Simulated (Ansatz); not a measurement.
Ligand exchange: Si(CH3)4 + GaH(NH2)2 → Si(CH3)3(NH2) + GaH(CH3)(NH2)

Gas-phase species: Si(CH3)4 (tetramethylsilane), singlet; GaH(NH2)2, singlet; Si(CH3)3(NH2), singlet; GaH(CH3)(NH2), singlet. The partners trade CH3 for NH2: Si–CH3 and Ga–NH2 bonds give way to Si–NH2 and Ga–CH3.

Shapes, held fixed at every level: PBE0-D4/def2-TZVP. Flexible molecules stand in one conformer, not always the lowest. Programs: Ansatz 0.2.0. Electronic energies: no zero-point or thermal term.

Q: Estimate ΔE of this reaction.

A: The highest level, CCSD(T)/def2-TZVPP, gives ΔE = -6.8 kJ/mol; the levels span -8.8 to +2.4. They disagree on the sign: 1 of 7 are positive. The column of differences is taken from that level and isn't an error. No measured value is set beside it here. Relativity is left out for Ga. Outer-core shells of Ga are correlated, in sets that cover them unevenly.

| level | kind | ΔE (kJ/mol) | less CCSD(T)/def2-TZVPP |
| --- | --- | --- | --- |
| HF/def2-SVP | Hartree–Fock | -1.6 | +5.2 |
| r2SCAN-D4/def2-TZVPP | meta-GGA | -7.1 | -0.3 |
| PBE0-D4/def2-TZVPP | global hybrid | -7.1 | -0.3 |
| wB97M-V/def2-TZVPP | range-separated hybrid | -8.8 | -2.0 |
| MP2/def2-SVP | perturbation theory | +2.4 | +9.2 |
| MP2/def2-TZVPP | perturbation theory | -6.3 | +0.5 |
| CCSD(T)/def2-TZVPP | coupled cluster or CI | -6.8 | 0.0 |

The exchange is mildly exothermic and close to thermoneutral, with amide slightly favouring silicon over gallium. The only positive value, MP2/def2-SVP at +2.4 kJ/mol, becomes -6.3 in the larger basis, so the sign change reflects the small basis rather than a real dispute about the chemistry. All the triple-zeta results favour the products, and MP2 lies close to CCSD(T) in the same basis, which suggests that correlation beyond second order largely cancels.

Such a small energy is reasonable because each side has one more polar metal–nitrogen bond to gain or lose against a metal–carbon bond. Silicon gains a strong, polar Si–N bond, while gallium gives up an amide whose lone pair can donate into its formally empty 4p orbital. In GaH(NH2)2 two amides share that one acceptor orbital, so losing one probably costs less than losing a sole π donor would. The preference applies to isolated monomers; association through amide bridges, common for gallium amides, could shift or reverse it.
